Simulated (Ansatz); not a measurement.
Phonon-limited resistivity of HfB2, calculated with Ansatz

Space group P6/mmm (No. 191), 3 atoms in the cell of the first input below: a = 3.145 Å, b = 3.145 Å, c = 3.487 Å, α = 90.00°, β = 90.00°, γ = 120.00°.

The cell was built from a prototype of a structure type listed for this compound, relaxed without spin–orbit coupling to zero pressure (pressure 0.0 GPa with this functional, without spin–orbit coupling). Functional: PBE.

Input:

```yaml
crystal:
  lattice:
    - [3.1453441695, 0.0, 0.0]
    - [-1.5726720848, 2.7239479545, 0.0]
    - [0.0, 0.0, 3.4869450722]
  atoms:
    - { symbol: Hf, position: [0.0, 0.0, 0.0] }
    - { symbol: B, position: [0.3333333333, 0.6666666667, 0.5] }
    - { symbol: B, position: [0.6666666667, 0.3333333333, 0.5] }
basis:
  ecutwfc: 420
  ecutrho_ratio: 4
kpoints:
  mp_grid: { grid: [12, 12, 10] }
hamiltonian:
  xc: pbe
scf:
  occupations: { method: methfessel_paxton, width: 0.2 }
output: {}
phonons:
  supercell: [2, 2, 2]
  qpath:
    path:
      - [[0.0, 0.0, 0.0], [0.5, 0.0, 0.0], [0.33333333, 0.33333333, 0.0], [0.0, 0.0, 0.0], [0.0, 0.0, 0.5], [0.5, 0.0, 0.5], [0.33333333, 0.33333333, 0.5], [0.0, 0.0, 0.5]]
      - [[0.5, 0.0, 0.5], [0.5, 0.0, 0.0]]
      - [[0.33333333, 0.33333333, 0.5], [0.33333333, 0.33333333, 0.0]]
    npoints: 6
  electrical_resistivity: { mesh: [24, 24, 20], temperatures: [50, 100, 200, 300, 500] }
  superconductivity: { mesh: [24, 24, 20], eliashberg_equations: false }
```

```bash
ansatz run input.yaml --threads 8 --pin off --max-ram 15360MiB --backend cpu --events-out ev --progress --plain --runs-dir out
```

Time: 84 s on 8 threads of Intel(R) Xeon(R) Platinum 8375C CPU @ 2.90GHz (Ice Lake), on a shared host, peak memory 3.3 GiB.

λ_tr,xx from the finest mesh down: 0.125, 0.112, 0.116. The next coarser mesh moves the resistivity at 300 K by 15 % along the axis that moves most.

The run gives λ_tr,xx = 0.125 and a Drude plasma energy ħω_p,xx = 4.80 eV.

Task: Estimate the resistivity along x at 300 K from the high-temperature formula.

Result: ħ/τ = 2π λ_tr k_B T = 0.0203 eV and ρ = 1/(ε0 ω_p² τ) = 6.55 μΩ cm. The Boltzmann solution gives 4.58 μΩ cm, so the estimate is 43 % high; λ_tr itself still moves by 10 % between the two finest meshes.

| T (K) | ρ_xx (μΩ cm) | ρ_zz (μΩ cm) | formula, xx | R_H, field along x (10⁻¹¹ m³/C) | R_H, field along z (10⁻¹¹ m³/C) |
| --- | --- | --- | --- | --- | --- |
| 50 | 0.07 | 0.08 | 1.09 | -255 | -144 |
| 100 | 0.61 | 0.73 | 2.18 | -235 | -128 |
| 200 | 2.33 | 2.85 | 4.37 | -218 | -119 |
| 300 | 4.58 | 5.67 | 6.55 | -210 | -115 |
| 500 | 9.40 | 11.67 | 10.92 | -206 | -112 |

R_H depends on the direction of the field. At 300 K the next coarser mesh moves R_H by up to 5 %.

At 50 K the solution is 0.061 times the linear formula, and at 500 K 0.86 times. The formula is meant for temperatures above the phonon energies and for bands that vary little within k_B T.

Caveats: no spin-orbit coupling, which matters for these elements; not converged in the fine mesh; small supercell, couplings not converged in it.

The linear formula fails mainly because it treats every phonon as classical. In HfB2 the light, covalently bonded boron layers give stiff modes that contribute to λ_tr but are only partly populated at room temperature. On cooling, the remaining long-wavelength acoustic phonons also deflect carriers only through small angles, so the resistivity falls much faster than linearly. As these modes become populated, the Boltzmann result catches up with the formula, which explains why it rises more steeply than the formula between 300 and 500 K.

The weak coupling fits a group 4 diboride, whose bonding states are largely filled and whose Fermi level lies in a pseudogap, leaving few states to scatter into. The negative Hall coefficients point to a dominant electron-like response, but with electron and hole pockets both probably present, they don't give a carrier density. Their shrinking magnitude on heating suggests that the relative mobilities of the pockets change, not necessarily their populations. Measured resistivities would also contain defect scattering, most visibly at low temperature.
